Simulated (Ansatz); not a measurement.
Redistribution: C4H9Br + CBrClF2 → C4H9F + CBr2ClF

Species: C4H9Br (1-bromobutane) `CCCCBr`, singlet; CBrClF2 `FC(F)(Cl)Br`, singlet; C4H9F (1-fluorobutane) `CCCCF`, singlet; CBr2ClF (dibromochlorofluoromethane) `FC(Cl)(Br)Br`, singlet. The partners trade Br for F; both sit on C, so the bond types are kept.

Shapes, held fixed at every level: PBE0-D4/def2-TZVP. Flexible molecules stand in one conformer, not always the lowest. Programs: Ansatz 0.2.0. The zero-point and thermal change to 298 K, harmonic and unscaled (PBE0-D4/def2-TZVP), is -0.2 kJ/mol.

```
              level                    kind  ΔH(298 K) (kJ/mol)  less CCSD(T)/def2-TZVPP
   SPW92/def2-TZVPP                     LDA               +56.9                     +0.9
BHLYP-D4/def2-TZVPP           global hybrid               +55.2                     -0.8
 wB97M-V/def2-TZVPP  range-separated hybrid               +56.0                      0.0
  B2PLYP/def2-TZVPP           double hybrid               +52.4                     -3.6
       MP2/def2-SVP     perturbation theory               +62.7                     +6.7
     MP2/def2-TZVPP     perturbation theory               +53.6                     -2.4
    CCSD/def2-TZVPP   coupled cluster or CI               +57.1                     +1.1
 CCSD(T)/def2-TZVPP   coupled cluster or CI               +56.0                      0.0
```

The highest level, CCSD(T)/def2-TZVPP, gives ΔH(298 K) = +56.0 kJ/mol; the levels span +52.4 to +62.7. The column of differences is taken from that level and isn't an error. No measured value is set beside it here. Relativity is left out for Br. Outer-core shells of Br are correlated in most correlated rows, in sets that cover them unevenly.

The exchange is clearly endothermic at every level: fluorine favours the carbon that already bears fluorine and chlorine over the primary alkyl carbon. Because the bond types are kept, the enthalpy reflects the surroundings of the C–F and C–Br bonds rather than a generic difference in their strengths. In CBrClF2, geminal fluorines reinforce each other through lone-pair donation into neighbouring C–halogen σ* orbitals and through the strongly polar C–F bonds. Moving one fluorine to butane gives up much of this stabilisation, and crowding between the two large bromines in CBr2ClF probably adds to the cost.

Matched bond types also favour error cancellation, which probably explains why even the LDA lies close to coupled cluster. The largest shift comes from the basis: MP2 falls from +62.7 to +53.6 kJ/mol between def2-SVP and def2-TZVPP, whereas the triples correction is small. The sign is therefore secure, but the reaction enthalpy alone can't separate the loss of geminal fluorine stabilisation from bromine crowding.
